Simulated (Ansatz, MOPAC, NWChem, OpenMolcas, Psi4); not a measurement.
A ladder of methods for CH4AlNO (SMILES C1[NH][AlH][O]1)

CH4AlNO, singlet, SMILES `C1[NH][AlH][O]1`. Each level relaxes the structure for itself.

Each level gives the zero-point energy at each level's own minimum (kJ/mol). The values are calculated.

```csv
level,kind,program,value (kJ/mol)
MNDO,semi-empirical,MOPAC,153.4
PM3,semi-empirical,MOPAC,138.5
PM6,semi-empirical,MOPAC,140.4
PM6-D3,semi-empirical,MOPAC,140.3
HF/3-21G,Hartree–Fock,OpenMolcas,154.3
HF/6-31G* (spherical functions),Hartree–Fock,NWChem,155.0
HF/6-31G* (Cartesian functions),Hartree–Fock,OpenMolcas,155.1
PBE0-D4/def2-TZVP,global hybrid,Ansatz,143.6
PBE0-D4/def2-SVP (density fitting),global hybrid,Psi4,144.5
```

Harmonic and unscaled. The values span 138.5 to 155.1 kJ/mol.

The zero-point energy depends mainly on the electronic-structure treatment and hardly at all on the basis set. All three Hartree–Fock values, 154.3 to 155.1 kJ/mol, lie above the two PBE0 values of 143.6 and 144.5 kJ/mol, probably because neglecting electron correlation makes the bonds too stiff near their minima. In a small hydride-rich ring like this, the C–H and N–H stretches and the hydrogen bends carry much of the total, while the heavier ring motions contribute less per mode.

The semi-empirical methods do not move as a group: PM3 and PM6 fall below PBE0, whereas MNDO, at 153.4 kJ/mol, lies close to Hartree–Fock. That closeness is no evidence of accuracy, since errors in different modes can cancel in the sum. Because these semi-empirical models are parametrised to heats of formation, adding their zero-point energies to those heats would count vibrational energy twice. The totals alone do not show which vibrations cause the differences.
